## Why CdTe gives way more easily to stretching than to squeezing

The most expanded row, at 37.796 Å³/atom, looks wrong. Squeezing a crystal normally costs more energy than stretching it equally far, yet the energy over elements is −0.548 eV/atom at this stretched end and −0.550 eV/atom at the squeezed end. The stretched end is the costlier one. The row is nevertheless sound, because the two ends are not equally far from the crystal's resting volume.

Ansatz 0.2.0, DFT with r2SCAN, plane waves and PAW, scalar-relativistic, without spin polarization or dispersion correction: zinc-blende CdTe at fixed volumes, 500 eV cutoff, 8×8×8 k mesh, Gaussian smearing of 0.02 eV. Energies are at zero smearing, relative to the elements' standard crystals in the same functional; pressure is positive in compression.

| volume (Å³/atom) | shortest distance (Å) | energy over elements (eV/atom) | pressure (GPa) |
| --- | --- | --- | --- |
| 33.106 | 2.781 | -0.550 | 2.930 |
| 34.163 | 2.810 | -0.564 | 1.360 |
| 35.029 | 2.834 | -0.568 | 0.260 |
| 35.220 | 2.839 | -0.568 | 0.030 |
| 35.250 | 2.840 | -0.568 | 0.000 |
| 36.276 | 2.867 | -0.565 | -1.080 |
| 37.333 | 2.894 | -0.554 | -2.030 |
| 37.796 | 2.906 | -0.548 | -2.390 |

The resting volume is where the pressure vanishes, at 35.25 Å³/atom. From there the last row is expanded by 7.2%, while the first is compressed by only 6.1%. The energy is counted from the elements in their standard forms, which stay fixed along the series. Its changes are therefore the strain energy of CdTe alone, and they can be compared once the distance from rest is known.

### The limit of small strain

Close to rest, an energy minimum of this kind is a parabola. With s the relative change of volume, V₀ the resting volume and B the bulk modulus (the pressure needed per relative decrease of volume), the limiting laws are:

- strain energy ≈ ½ B V₀ s²
- pressure ≈ −B s

The energy starts out flat, while the pressure changes at once. This is why three neighbouring rows share the printed energy −0.568 eV/atom although their pressures differ clearly. An energy rounded to the nearest meV leaves the volume open by a little over 1% to either side, whereas the printed pressure fixes it to about 0.01%. The resting volume is therefore best read from the pressure.

### Away from the limit

If the parabola held throughout, equal volume steps would change the pressure equally, and the modulus, which counts steps relative to the current volume, would even rise slightly on expansion. Instead, the modulus between neighbouring rows falls at every step of the expansion, from 50 GPa in the first interval to 30 GPa in the last. (Close to rest this shows only with more digits than the table prints.) The crystal softens as it grows, and this is the main reason the energy curve is lopsided.

Geometry supplies a small part of this softening. The cell is scaled uniformly, so the tetrahedral angles stay fixed and only the bond length d changes. Let each bond be an ideal spring with rest length d₀, and let x = d/d₀. The energy then grows as (d − d₀)² and the volume as d³, so that the pressure, P = −dE/dV, becomes

P = 3B (1 − x)/x².

The x² in the denominator says that the force of each bond is spread over a larger area as the crystal expands. Fitted to the eight pressures, this spring model lowers the modulus by a factor of only 1.12 from the first interval to the last. The calculation gives 1.69. Most of the softening must therefore come from the way the energy depends on the bond length, which is not that of an ideal spring.

Two extreme cases show why. When atoms are pushed together, their filled shells overlap and the repulsion rises steeply. When they are pulled far apart, the attraction fades too, and in the end no restoring force is left. Because the repulsion has the shorter range, it supplies the stiffness near rest, which the attraction lowers, and it is the first to weaken on stretching. This is the standard theory of bonding; the calculation does not separate attraction from repulsion along the series, so the table shows the softening but not its origin.

A compact way to include the effect is to multiply the spring pressure by exp[η(1 − x)], where η measures how fast the bond softens. This is the Vinet equation of state. With B and η fitted to all eight pressures, it reproduces them within 0.002 GPa, whereas the ideal spring misses the most compressed row by 0.38 GPa. The good fit does not prove that bonds soften exponentially. Over so narrow a range of volumes, any smooth curve with the same B and the same rate of softening is expected to fit nearly as well. Even a standard finite-strain curve with a single fitted constant and no exponential comes within 0.07 GPa. The output printed after this text gives the fits in detail.

### The odd row, worked through

For moderate strain the model reduces to a formula that can be used by hand. Let B′ be the rise of the modulus per unit of pressure; in this model B′ = 1 + 2η/3, which gives 4.6. In practical terms, near rest the modulus drops by about 4.6% for each 1% of added volume. Expanding the pressure to second order in s and integrating it gives

strain energy ≈ ½ B V₀ s² [1 − (B′ + 1)s/3].

For the most expanded row, s = 0.072:

- B V₀ = 40.35 GPa × 35.25 Å³ ≈ 8.9 eV, since 1 eV/Å³ is about 160 GPa
- parabola: ½ × 8.9 eV × 0.072² ≈ 23 meV/atom
- softening: 1 − 5.6 × 0.072/3 ≈ 0.87
- estimate: 23 × 0.87 ≈ 20 meV/atom

The calculation gives 20.3 meV/atom. The same steps for the most compressed row turn a parabola of 16 meV/atom into 18, against a computed 18.4. Softening thus removes most of the difference that the unequal distances would have made, but not all of it, and the stretched end stays slightly higher. The pressures of both rows were part of the fit and their energies were not, so the agreement shows that pressures and energies belong to one consistent curve.

### A fair comparison

The expected lopsidedness appears when rows at similar distances are compared. Squeezing to 33.106 Å³/atom costs 1.33 times as much as stretching to 37.333 Å³/atom. These two rows are still not quite equally far from rest, and that alone would give a ratio of 1.06. Dividing it out leaves 1.25, the lopsidedness at equal distance from rest. By the formula above, the excess over 1 scales with B′ + 1. Ideal springs, with η = 0 and B′ = 1, would therefore be expected to give about a third of it (2 parts in 5.6), and the rest comes from the softening of the bonds.

For the closer pair, at 34.163 and 36.276 Å³/atom, the corrected ratio is 1.12. Halving the strain has halved the excess over 1, as the formula requires: the correction to the parabola grows in proportion to s. In the limit of small strain, squeezing and stretching cost the same. The same direction is expected in other crystals that change their volume mainly through their bond lengths, but the size of the effect has to be computed for each. Open frameworks, which can give way by tilting or bending instead, may behave differently, and some of them even soften under pressure.

What the curve leaves open is how far it can be followed under pressure. Each row keeps the zinc-blende arrangement, and uniform scaling gives the atoms no path to a denser one. CdTe is known to leave this structure at a few GPa, roughly where the first row lies, with its 2.93 GPa. Whether zinc blende is still the stable form there cannot be read from this curve. To find out by calculation, the denser structures have to be computed too, and the enthalpies compared at the same pressure.

Numerical output:

```
fit of pp on 8 rows: coefficient of 3*(1 - r)/r**2 39.35 +/- 1.6; rms 0.177, worst 33.106 -0.378, leave-one-out rms 0.253
fit of pp on 8 rows: coefficient of 3*(1 - r)/r**2*exp(s*(1 - r)) 40.35 +/- 0.0084, s 5.45; rms 0.000833, worst 33.106 -0.0017, leave-one-out rms 0.00161
fit of pp on 8 rows: coefficient of 1.5*((1/r)**7 - (1/r)**5) 40.24 +/- 0.3; rms 0.0319, worst 33.106 -0.0637, leave-one-out rms 0.0471
Strain energy and stiffness:
     row  volume change %  energy cost meV/atom  cost from pressure curve meV/atom  modulus since previous row GPa  same for harmonic bonds GPa
  33.106            -6.08                 18.44                              18.45                             n/a                          n/a
  34.163           -3.082                  4.48                              4.472                           49.91                        41.24
  35.029          -0.6247                  0.17                             0.1753                           43.96                         40.1
   35.22           -0.085                     0                           0.003212                           40.99                        39.49
   35.25         0.002095                     0                          1.948e-06                           40.38                        39.37
  36.276            2.912                  3.56                              3.567                           37.71                        38.79
  37.333             5.91                  13.9                              13.91                           32.84                        37.69
  37.796            7.224                 20.29                               20.3                           29.62                        36.91
Volume at zero pressure, Å³/atom: 35.25
Cubic edge at zero pressure, Å: 6.558
Pressure derivative of the modulus, softening bonds: 4.633
Bond stretch that lowers the exponential factor by e, Å: 0.5211
Modulus of first interval over last, computed: 1.685
Modulus of first interval over last, harmonic bonds: 1.117
Energy cost ratio, squeezed over stretched, nominal 3%: 1.258
Part of it from off-centring alone, nominal 3%: 1.12
Ratio left after centring, nominal 3%: 1.123
Energy cost ratio, squeezed over stretched, nominal 6%: 1.327
Part of it from off-centring alone, nominal 6%: 1.058
Ratio left after centring, nominal 6%: 1.253
Volume change hidden by an energy rounding of 0.5 meV/atom, %: 1.061
Volume change hidden by a pressure rounding of 0.005 GPa, %: 0.01239
Largest strain energy as share of energy over elements, %: 3.572
```
